Question

I am looking at calculated energies for two isomers of C3H9B. In the first, isopropylborane, the BH2 group sits on the middle carbon of a three-carbon unit, (CH3)2CH-BH2. In the second, n-propylborane, it sits at the end of a stretched chain, CH3-CH2-CH2-BH2. The energy listed is that of the second minus that of the first.

Isomer energies of C3H9B, n-propylborane minus isopropylborane, calculated with Ansatz 0.2.0 and tblite 0.8.0 at the levels listed, for neutral singlets at PBE0-D4/def2-SVP geometries. The xTB rows use an electronic temperature of 300 K and no spin polarisation term.

```
       result level  result isomer energy (kJ/mol)
           GFN1-xTB                         -6.900
           GFN2-xTB                         -3.800
          HF/STO-3G                        -15.200
       HF/def2-TZVP                         -5.200
    PBE-D4/def2-SVP                          2.900
   PBE-D4/def2-TZVP                          2.000
revPBE-D4/def2-TZVP                          1.500
   B97M-V/def2-TZVP                          1.600
   PBE0-D4/def2-SVP                          2.100
  PBE0-D4/def2-TZVP                          1.100
  wB97M-V/def2-TZVP                          1.600
  RPA-PBE/def2-TZVP                          1.100
      MP2/def2-TZVP                          0.700
  CCSD(T)/def2-TZVP                          0.500
```

I would like to understand this in small steps:

1. Which isomer lies lower?
2. How large a difference should two such isomers have in the first place?
3. What does electron correlation do to the balance, and why?
4. What would change if carbon took the place of boron?
5. How much depends on the basis set?
6. Do the two xTB rows support Hartree-Fock?
7. Which digits can be trusted, and what would they mean for a mixture of the two?

Answer

1. The lower isomer

Write the listed energy as

ΔE = E(n-propylborane) − E(isopropylborane)

A positive ΔE then means that the branched isomer is lower. Ten of the fourteen rows are positive: every density functional, RPA, MP2 and CCSD(T). The other four, two from Hartree-Fock and two from xTB, put the straight chain lower. CCSD(T), which treats correlation most completely here, gives 0.5 kJ/mol in favour of the branched isomer. That is close to a tie, so the more interesting matter is why the levels fall on two sides of zero.

2. The size to expect

Count the bonds. Each isomer has one B-C bond, two B-H bonds, two C-C bonds and seven C-H bonds. If a molecule's energy were simply a sum of fixed bond energies, ΔE would be zero.

What remains is the way in which bonds influence one another: how close they lie, how they repel, and how electrons spread from one into the next. These effects are small beside the energy of a single bond, which is several hundred kJ/mol. A method can therefore describe each bond reasonably well and still choose the wrong isomer. The comparison tests how a method treats neighbouring bonds, and says little about the bonds themselves.

3. The role of correlation

In Hartree-Fock, each electron moves in the average field of all the others. Real electrons also avoid one another from moment to moment, and this correlated motion lowers the energy. Part of the gain comes from electrons in different bonds, and it is larger when those bonds are close together. Hartree-Fock leaves this gain out, so it should undervalue the more compact molecule.

A simple count shows which molecule that is. Consider only the boron and the three carbons, which form six pairs. In both isomers three of these pairs are directly bonded. In isopropylborane the other three are all near pairs, two atoms attached to the same carbon, about 2.6 Å apart. In n-propylborane only two are near pairs, while the third joins the two ends of the chain, about 3.9 Å apart. Branching thus exchanges one distant pair for a near one:

branched: 3 bonded + 3 near + 0 distant
straight: 3 bonded + 2 near + 1 distant

The count gives a reason why correlation should favour the branched isomer, and the table agrees with that direction. In the def2-TZVP basis, ΔE is −5.2 kJ/mol with Hartree-Fock and 0.7 kJ/mol with MP2. This rise of 5.9 kJ/mol reverses the order of the isomers. Going on to CCSD(T) changes the result by only −0.2 kJ/mol, so MP2 already contains the whole shift and slightly overshoots it.

The numbers establish the shift and its direction. That it comes from near pairs is argued from theory and not isolated by any row. The count also leaves out the hydrogens, gives no size for the effect and doesn't explain the order of the density functionals. Its use is for two isomers with the same kinds of bond: Hartree-Fock is likely to undervalue the one with more near pairs in its skeleton.

4. Carbon in place of boron

Replace BH2 by CH3 and the two molecules become isobutane and n-butane. The skeletons keep the same count of near and distant pairs, so correlation should again help the branched isomer. That is indeed the known behaviour of the butanes, where isobutane is the more stable isomer and Hartree-Fock undervalues its advantage. The comparison carries over the direction of the correlation shift, but not the value of ΔE.

The limit of the comparison is boron's empty p orbital, which has no counterpart in a CH3 group. A neighbouring bond can release some of its electron density into that orbital, an effect called hyperconjugation. In isopropylborane the donor is the C-H bond on the carbon next to boron, and the geometry shows it. The B-C-H angle is only 92°, well below the tetrahedral angle, and the C-H bond is 1.13 Å long, against 1.10 Å in a methyl group.

In n-propylborane a C-C bond lies alongside the empty orbital instead. Both isomers are therefore stabilised in this way, but by different donors. Correlation may alter the two donations by different amounts, and some of the shift found in step 3 may come from there. That is a guess: the geometry reveals the interaction, but not its energy.

5. The basis set

The basis set is the supply of functions from which the orbitals are built. STO-3G offers a single fixed shape for each atomic orbital, so an orbital can't swell, shrink or distort to suit its surroundings. With it, Hartree-Fock gives −15.2 kJ/mol, and the change to def2-TZVP raises ΔE by 10.0 kJ/mol. That is more than the whole effect of correlation. The STO-3G value therefore mainly reflects its poor basis and should not be used to judge Hartree-Fock.

Between the two better basis sets the change is much smaller and has the opposite sign. From def2-SVP to def2-TZVP, ΔE falls by 0.9 kJ/mol with PBE-D4 and by 1.0 kJ/mol with PBE0-D4. One possible reason is that atoms in a compact molecule can borrow functions from close neighbours, which helps most when their own supply is short. A larger basis would then remove a false advantage of the branched isomer. The two pairs of rows fit this idea but do not prove it. Nor can it be the only basis-set error: in STO-3G the supply is shortest, yet there the branched isomer is placed too high in energy, not too low.

This matters for the most elaborate rows too. Correlation energies usually converge more slowly with the basis than Hartree-Fock or density-functional energies do. A further fall of just 0.5 kJ/mol would bring the CCSD(T) value to zero. The correlation shift of nearly 6 kJ/mol would survive a correction of that size, but the sign of the final answer might not.

6. The xTB rows

GFN1-xTB gives −6.9 kJ/mol and GFN2-xTB −3.8 kJ/mol, on either side of the Hartree-Fock value in def2-TZVP. It is tempting to read this as agreement. But xTB is a fitted tight-binding method with its own approximations, and a similar number can arise from quite different errors. The shared sign is therefore no evidence of a shared cause.

There is also a more practical difficulty. All rows use geometries relaxed with PBE0-D4 in the def2-SVP basis, and these are not the shapes that xTB itself prefers. In the branched isomer the force on boron is 0.7 eV/Å with GFN1-xTB and 1.2 eV/Å with GFN2-xTB, whereas at a relaxed geometry it would be close to zero. If each isomer were relaxed with xTB, both energies would fall, probably by different amounts. The two rows show how xTB judges these particular shapes, and ΔE between its own relaxed isomers could differ noticeably.

7. The digits, and a mixture

Leave out Hartree-Fock, and the def2-TZVP rows run from 0.5 to 2.0 kJ/mol. That spread of 1.5 kJ/mol is comparable with the changes from def2-SVP to def2-TZVP in step 5. The order of the functionals within this group therefore carries little meaning, and a functional that lies close to CCSD(T) here has not been shown to be better. What can be trusted is that the two isomers lie within a few kJ/mol of each other and that Hartree-Fock leans too far towards the straight chain.

To see what such energies mean, compare them with the thermal energy RT, where R is the gas constant and T the temperature. At 298 K, RT is 2.48 kJ/mol. Suppose that the two isomers could interconvert, that each had only the one shape calculated, and that their vibrations and rotations contributed equally. The ratio of branched to straight molecules would then be

N(branched) / N(straight) = exp(ΔE / RT)

With the CCSD(T) value the steps are

ΔE / RT = 0.5 / 2.48 = 0.20
exp(0.20) = 1.22
branched share = 1.22 / (1 + 1.22) = 0.55

So 0.5 kJ/mol means about 55 branched molecules in every hundred, which is nearly an even mixture. The Hartree-Fock value in the same basis would give about eight straight molecules for each branched one. An energy change that is tiny beside a bond energy can thus turn a clear preference into a near tie.

Nothing in this estimate was fitted, and no row tests it. It translates an energy into a ratio and does not predict a real composition. Real molecules can also take other shapes: the BH2 group can turn in both isomers, and the chain of n-propylborane can twist. The shapes used here come from a short search, so a lower one may have been missed. Zero-point motion and heat would shift the balance as well, and either could outweigh 0.5 kJ/mol. The calculation therefore supports the statement that the isomers are nearly balanced, but not a firm choice between them.
